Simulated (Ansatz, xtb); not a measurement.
# Relative energy of two structures of BGeH7Si

We compare I, `[BH2][GeH2][SiH3]`, a singlet, with II, a singlet given by its coordinates. Both are isolated molecules in the gas phase, relaxed with B3LYP-D3(BJ)/def2-SVP; the shapes shown needn't be the lowest conformers.

I (Å):

```xyz
10

B    -0.5914   -0.5391   -3.4532
Ge    0.3486    0.6097   -2.0380
Si   -1.3494    2.0194   -1.0647
H    -0.7186   -0.1362   -4.5817
H    -1.0980   -1.5898   -3.1509
H     0.9739   -0.2013   -0.8800
H     1.4352    1.5494   -2.6090
H    -2.4141    1.1839   -0.4357
H    -1.9731    2.8750   -2.1163
H    -0.7446    2.8984   -0.0215
```

II (Å):

```xyz
10

B    -0.6582    1.1240    1.3045
Ge    1.3634    0.8666    0.3348
Si   -0.9149   -0.1847   -0.3128
H     1.5616   -0.6477    0.8256
H    -1.0282    2.2438    1.0517
H     0.4102    1.1052    1.9829
H     0.2150   -0.2612   -1.3427
H    -1.1986   -1.5794    0.1079
H    -1.4121    0.4274    1.9633
H    -2.0521    0.4231   -1.0537
```

Close contacts (Å): B1–Ge2 2.26, B1–Si3 2.10, Ge2–Si3 2.59, B1–H5 1.21, B1–H6 1.27, B1–H9 1.22, Ge2–H4 1.60, Ge2–H6 1.92, Si3–H7 1.53, Si3–H8 1.48, Si3–H10 1.49.

Energies in hartree; the thermal terms are from B3LYP-D3(BJ)/def2-SVP harmonic frequencies (ideal gas, rigid rotor, one conformer each, 298.15 K, 1 atm) and include the zero-point energy:

```
                                I            II
E, CCSD(T)/def2-TZVP  −2393.584880  −2393.570913
   zero-point energy      0.060011      0.061673
        H(298 K) − E      0.068046      0.068761
        G(298 K) − E      0.028860      0.032180
```

**Question.** Work out ΔE, ΔE₀, ΔH and ΔG for I → II in kJ/mol (1 Eh = 2625.50 kJ/mol) and the equilibrium ratio [II]/[I].

**Answer.** 1. ΔE = −2393.570913 − (−2393.584880) = +0.013967 Eh = +36.67 kJ/mol.
2. ΔE₀ = ΔE + ΔZPE = +0.013967 + (+0.001662) Eh = +41.03 kJ/mol.
3. ΔH = ΔE + (+0.000715) Eh = +38.55 kJ/mol.
4. ΔG = ΔE + (+0.003320) Eh = +45.39 kJ/mol, so ΔS = (ΔH − ΔG)/T = −22.9 J/(mol K).
5. kT = 0.9442 mEh, so K = [II]/[I] = exp(−ΔG/kT) = exp(−18.31) ≈ 1.1 × 10^−8.

Structure I is favoured at this temperature. An error of 4 kJ/mol in ΔG would change K by a factor of 5. GFN2-xTB gave ΔE the other sign. Mirror images and further conformers aren't counted.

Other levels gave ΔE = −2.8 (GFN2-xTB); +326.5 (HF/STO-3G, GFN2-xTB geometries); +27.5 (r2SCAN-D4/def2-SVP, GFN2-xTB geometries); +19.9 (B3LYP-D3(BJ)/def2-SVP); +105.3 (HF/def2-TZVP); +34.6 (MP2/def2-TZVP) kJ/mol. The correlated steps freeze 15 core orbitals; the filled d shell of Ge is correlated, in a basis made for valence electrons. Programs: Ansatz 0.2.0, xtb 6.7.1.

Structure I is an ordinary borylgermane with tetravalent germanium, whereas II is best read as a hydrogen-bridged germylene. In II the silyl group has moved to boron, which also carries three hydrogens, one of them leaning towards a germanium that keeps a single terminal hydrogen. The long Ge–Si and B–Ge contacts suggest delocalised, multicentre bonding rather than a ring of three full single bonds. Donation from the B–H and B–Si bonds into the empty p orbitals of germanium probably offsets part of the cost of giving up tetravalent germanium, a cost already moderated by the stability of its s-type lone pair.

Electron correlation strongly favours this compact arrangement: with the same basis, the gap falls from +105.3 kJ/mol in Hartree–Fock to +36.67 kJ/mol with CCSD(T). Vibration and entropy then work against II, as expected for a tighter framework with fewer soft torsions. The equilibrium preference for I says nothing about the lifetime of II, which depends on the barrier to hydrogen and silyl migration.
